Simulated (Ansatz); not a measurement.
# Ti: the change of pressure with volume per atom

Results calculated with Ansatz 0.2.0, not measured. Periodic Kohn-Sham DFT of a crystal at fixed atoms; pressure and stress are positive in compression; the energy is the free energy less that of spherical unpolarised free atoms; site moments are those in the method's own spheres, positive along +z.

Cell of the first row (space group Im-3m, No. 229):
```
cell vectors (Å)
  -1.6075     1.6075     1.6075
   1.6075    -1.6075     1.6075
   1.6075     1.6075    -1.6075
atoms (fractions of the cell vectors)
Ti  0.00000  0.00000  0.00000
```

Settings of every row: method frozen-core PAW; functional PBEsol; relativity scalar; k mesh 14x14x14; filling fermi-dirac; smearing width 0.05 eV; wave cutoff 420 eV; paw set soft_2.

Atom start moment: 0 on all atoms.

Limits: PAW files made with PBE.

| row | volume per atom (Å³) | pressure (GPa) |
| --- | --- | --- |
| 1 | 16.616 | -0.489 |
| 2 | 16.792 | -1.633 |
| 3 | 16.969 | -2.728 |
| 4 | 17.323 | -4.777 |
| 5 | 17.499 | ? |
| 6 | 17.676 | -6.652 |
| 7 | 17.853 | -7.528 |
| 8 | 18.03 | -8.365 |
| 9 | 18.383 | -9.929 |
| 10 | 18.56 | -10.658 |
| 11 | 18.737 | -11.353 |

Question: what pressure should row 5 give?

Worked fit of pressure. Take u = (V_r/V)^(2/3) − 1 with V_r = 17.764 Å³ an atom, which is twice the finite (Eulerian) strain; such expansions in the strain, on which the Birch-Murnaghan equation of state is built, carry the rest volume and the bulk modulus. The shown rows have u = 0.04555, 0.03823, 0.03099, 0.0169, 0.00332, -0.00333, -0.00986, -0.02258, -0.0288, -0.03493. Least squares give pressure = −7.0918 + 131.984 × u + 284.4 × u² GPa; a straight line predicts inner rows, each left out in turn, worse (root mean square 0.16 against 0.0023 GPa). The rows lie off it by 0.001, -0.003, 0.000, 0.003, -0.002, 0.000, 0.001, -0.002, -0.001, 0.002. The withheld row has u = 0.01007, so the fit gives −7.0918 + 131.984 × (0.01007) + 284.4 × (0.01007)² = -5.734 GPa.

The calculation gave -5.735 GPa. The fit lies 0.001 GPa (0.0092 % of the column's range) above it, one unit of the last digit.
